Before a spectrum or a reaction energy is computed for this cyclic silanol, someone has to decide which shape of the molecule to use. Taking the lowest conformer alone is cheapest, but it is a good choice only if that conformer dominates. Here it does not: row 1 is lowest in DFT, yet it holds only 44 % of the molecules, and a change of method puts another row first. A feature shared by several conformers, the direction of the hydroxyl hydrogen, is a safer basis for the decision.

The silicon atom at the centre of the matter sits in a five-membered ring between two nitrogen atoms. It also carries a hydroxyl group and a siloxy group, O–SiH₃. The first torsion in the table tells where the hydroxyl hydrogen points relative to the siloxy oxygen, and the second tells where the SiH₃ end of the siloxy group points relative to the hydroxyl oxygen. In row 3 the hydrogen is turned towards the siloxy oxygen; in the other four rows it is turned away from it and, seen along the O–Si bond, lies between the two ring nitrogens.

Conformers of the cyclic silanol O[Si@]1(O[SiH3])NCCN1[SiH3] without solvent, at most five kept; B3LYP-D3(BJ)/6-31G(d) energies at GFN2-xTB geometries, from PySCF 2.14.0 and tblite 0.8.0. Free energies and weights at 298.15 K include GFN2-xTB quasi-harmonic terms; a mirror pair is shown once with its joint weight. The torsions are H–O–Si–O and O–Si–O–Si, in that order.

```tsv
number	torsions in degrees	ring shapes	GFN2-xTB energy above its lowest (kcal/mol)	DFT energy above the lowest (kcal/mol)	free energy above the lowest (kcal/mol)	weight (%)	dipole (D)
1	(176,63)	envelope	0.220	0.000	0.000	44.40	1.410
2	(177,18)	envelope/twist	0.180	0.090	0.180	32.90	1.400
3	(-32,152)	twist	0.000	0.550	0.530	18.10	0.310
4	(-167,43)	twist	0.510	1.210	1.360	4.50	1.890
5	(177,35)	twist	0.560	2.810	3.120	0.20	1.270
```

Rows 1 and 2 are best treated as equals. They differ by 0.09 kcal/mol in DFT energy and by 0.18 kcal/mol in free energy, which adds the effects of vibration and rotation at room temperature. Errors of several tenths of a kcal/mol are common for conformers at this level of theory, as a rough recalled figure. The calculation therefore says that both shapes are well populated, but it can't say which of them is the lowest.

Row 3 shows how much the order depends on the method. Its free energy lies 0.53 kcal/mol above row 1, which looks like a modest but real gap. GFN2-xTB, the cheaper method that supplied the geometries, puts row 3 lowest, and going from it to DFT raises row 3 by 0.77 kcal/mol relative to row 1. The step between the two methods is thus larger than the gap to be decided, and the first three rows come out in exactly the opposite order.

The question becomes safer when it is put to the two directions of the hydroxyl hydrogen instead of to single rows. With DFT energies, the four rows with the hydrogen turned away hold 82 % of the molecules. If the GFN2-xTB energies are used instead, with the same free-energy terms, they still hold 65 %. The majority survives a change of method that replaces the winner, although both sums share the same geometries and the same five conformers. The margin is not large. Row 3 would have to drop by 0.90 kcal/mol to end the majority with DFT energies, only a little more than the step between the two methods, and by 0.35 kcal/mol with GFN2-xTB energies, which is within the usual error. With the latter, one further conformer as low as row 3 and pointing the same way would be enough.

Part of this safety comes from numbers, not from energy. The weight of a conformer is proportional to $\exp(-G/RT)$, where $G$ is its free energy, $R$ the gas constant and $T$ the temperature; at room temperature $RT$ is 0.59 kcal/mol. Shapes that lie within about one $RT$ of the lowest are therefore all well populated, and several of them together can outweigh a single lower one. That is what happens with the GFN2-xTB energies, where row 3 is the most populated single row and its orientation is still in the minority.

Why the leading shapes lie so close together can be argued from the bonds around silicon. An oxygen atom there has a lone pair in a p orbital, which can donate some density into the antibonding orbital of a neighbouring polar bond on silicon. This is the anomeric effect, and it stabilises the molecule most when the lone pair is lined up with that bond. For a torsion $\theta$ the overlap goes as $\sin\theta$ and the stabilisation as its square, $\sin^2\theta$, which is called the overlap below for short. The sine appears because the p orbital stands at right angles to the plane of the oxygen's own two bonds.

Each oxygen faces three such bonds on silicon, one to the other oxygen and two to nitrogen, spread around the O–Si axis. If they were spaced by exactly 120°, the three values of $\sin^2\theta$ would add up to 3/2 whatever the torsion, since the parts that depend on the angle cancel. The five-membered ring pulls the two nitrogens closer together, so here the cancellation is only partial. Turning the group takes donation from one bond and hands it to another. What is left of the energy change through this channel comes from that uneven spacing and from the difference between Si–O and Si–N bonds as acceptors, both of which are polar.

Rows 1 and 2 allow a worked estimate. Their hydroxyl torsions are almost the same, while the siloxy torsion goes from 63° to 18°. The overlap of the siloxy lone pair with the other Si–O bond falls from $\sin^2 63^\circ = 0.79$ to $\sin^2 18^\circ = 0.10$, so most of it is lost. The DFT energy rises by less than a tenth of a kcal/mol, which fits the idea that the nitrogen bonds take over what the oxygen bond gives up. It doesn't prove it, since the ring shape differs as well and other effects may cancel. The Si–O–Si angle is also usually wide and easily bent, and the closer it comes to a straight line, the less the siloxy torsion can matter, whichever bond accepts.

The same overlap fails as a way to rank the conformers. If donation into the Si–O bond decided the order, row 2, which has the least of it, would be the highest of the five; it is the second lowest. Row 5 fails in another way: its siloxy torsion lies between those of rows 1 and 2 and its hydroxyl group points the same way, yet its DFT energy is 2.81 kcal/mol. These two torsions can't account for that. The row rises by 2.47 kcal/mol on going to DFT, and since the DFT energies are taken at GFN2-xTB geometries, part of such a rise may be strain that a DFT relaxation would remove; the same doubt applies to the rise of row 3. The printed analysis below gives the overlaps, which contain no adjusted constant, beside the shifts between the methods.

What could then favour, in DFT, turning the hydrogen away from the siloxy oxygen? The hydrogen is positively charged, and between the ring nitrogens it is attracted by two negative atoms at once. Turned the other way it is close mainly to one, the siloxy oxygen. None of these contacts is a good hydrogen bond, since each closes a strained four-membered loop such as H–O–Si–O, so the preference should be small. This is a plausible reading that the table doesn't test, because in row 3 the siloxy group has turned as well. It also can't explain the spread among the four rows that share the favoured direction.

The argument from the overlaps shows where a neighbouring molecule should behave differently. If the two ring nitrogens were replaced by carbon atoms, the silicon would keep only one strongly accepting bond for each oxygen lone pair. Turning the group would then lose donation that the weaker Si–C acceptors could make good only in part. The change would also remove the pull of the nitrogens on the hydroxyl hydrogen, which may matter more and should favour the direction of row 3. Neither effect is tested here. On this argument, the near balance of rows 1 and 2 comes from a silicon atom surrounded by four electronegative neighbours.

A polar solvent is unlikely to bring row 3 to the front through its general electric response. That response favours a conformer roughly in proportion to the square of its dipole, and the dipole is 1.41 D in row 1 but only 0.31 D in row 3. On this crude dipole-only picture the solvent should widen the gap between these two and help row 4, which has the largest dipole, while rows 1 and 2, with nearly equal dipoles, would stay as close as they are. A solvent that forms hydrogen bonds with the hydroxyl group is a different case, since it acts on the very group whose direction is in question.

The more serious threat to the majority is a conformer that is absent from the set. A sixth minimum was cut off by the limit of five; in GFN2-xTB it lies 0.82 kcal/mol above row 1. To end the majority with DFT energies, a single added conformer would need the hydroxyl direction of row 3 and a free energy 0.22 kcal/mol below row 1. For the sixth minimum that means a drop of about 1 kcal/mol relative to row 1 on going to DFT, whereas the other four rows all rise.

A shape that the search never met is harder to exclude. Only 4 of the 200 starting structures ended in row 3. Unless the sixth minimum shares its hydroxyl direction, that direction was sampled thinly, and row 3 may have low-lying relatives. A rotamer found by the force field also fell away on relaxation with GFN2-xTB, so the set may lack it. For a property that depends on the hydroxyl group, the sensible course is to average over rows 1, 2 and 3, which together hold about 95 % of the weight in DFT, and to relax them with DFT first. Whether the hydrogen really prefers the side of the nitrogens is then best tested by a new search that starts with it turned towards the siloxy oxygen.

Numerical output:

```
Energies against row 1 in kcal/mol and weights in %:
  row  GFN2-xTB  rise from GFN2-xTB to DFT  free-energy term  weight with GFN2-xTB energies
    1         0                          0                 0                          23.65
    2     -0.04                       0.13              0.09                          21.74
    3     -0.22                       0.77             -0.02                          35.46
    4      0.29                       0.92              0.15                          11.25
    5      0.34                       2.47              0.31                          7.896
Squared-sine overlap of oxygen lone pair with the other Si-O bond:
  row  hydroxyl O  siloxy O      sum
    1    0.004866    0.7939   0.7988
    2    0.002739   0.09549  0.09823
    3      0.2808    0.2204   0.5012
    4      0.0506    0.4651   0.5157
    5    0.002739     0.329   0.3317
RT at 298.15 K in kcal/mol: 0.5925
Weight of rows 1 and 2 together in %: 77.3
Weight with hydroxyl H turned away from siloxy O in %: 82
Same weight with GFN2-xTB electronic energies in %: 64.54
Free-energy lead of that orientation over row 3 in kcal/mol: 0.8951
Same lead with GFN2-xTB electronic energies in kcal/mol: 0.3548
Row 3 orientation at most in % with GFN2-xTB energies if all the cut-off weight had it: 39.72
Sixth minimum above row 1 in GFN2-xTB in kcal/mol: 0.821
Free energy below row 1 that one missing conformer of row 3 orientation needs to end the majority in kcal/mol: 0.2157
Squared dipole of row 1 over that of row 3: 20.69
```
